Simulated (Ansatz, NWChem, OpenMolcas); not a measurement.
## How basis sets differ on C2H3F3 (1,1,2-trifluoroethane)

C2H3F3: 8 atoms, total charge 0, spin state singlet. SMILES: `FCC(F)F`. The shape is that of a PBE0-D4/def2-TZVP optimisation. This is one conformer, not always the lowest.

Quantity: the electronic atomisation energy, in eV. The values are calculated. Electronic energies at fixed atoms, without zero-point motion or spin-orbit coupling.

| level | kind | program | value (eV) | CPU time (all runs) |
| --- | --- | --- | --- | --- |
| HF/STO-3G | Hartree–Fock | OpenMolcas | 24.41 | 6 s |
| HF/3-21G | Hartree–Fock | NWChem | 20.73 | 4.5 s |
| HF/def2-SVP | Hartree–Fock | Ansatz | 23.15 | 5 s |
| HF/def2-SVPD | Hartree–Fock | Ansatz | 23.32 | 1.1 s |
| HF/def2-TZVPD | Hartree–Fock | Ansatz | 22.77 | 2.7 s |
| HF/def2-TZVPPD | Hartree–Fock | Ansatz | 22.80 | 3.2 s |
| HF/def2-QZVPPD | Hartree–Fock | Ansatz | 22.82 | 12 s |

The values span 20.73 to 24.41 eV. Without the sets that lack polarisation functions the rows with a basis span only 22.77 to 23.32 eV. CPU times are rough (shared hosts, several kinds of processor): they show what a rung costs within a factor of a few.

The Hartree–Fock atomisation energy settles near 22.82 eV, but not monotonically, because the variational principle bounds each total energy and not the difference between molecule and atoms. Without polarisation functions, 3-21G underbinds: the molecule needs d functions on carbon and fluorine to polarise density into the C–F bonds, while the free atoms gain little from them. STO-3G errs the other way, probably because its rigid valence shell suits atoms in molecules better than free atoms. The split-valence def2 sets also lie slightly high, which suggests that fluorine's valence shell is still too inflexible in the free atom, whereas in the molecule neighbouring functions partly compensate. Triple-zeta flexibility removes most of this imbalance, and further polarisation changes little.

The converged value is a Hartree–Fock limit, not a realistic binding energy. It lies well below the true one because forming electron-pair bonds adds correlation energy that the mean field omits. STO-3G's higher value is therefore no sign of accuracy. Nor would the rapid convergence carry over to correlated wavefunctions, which must also describe the electron–electron cusp.
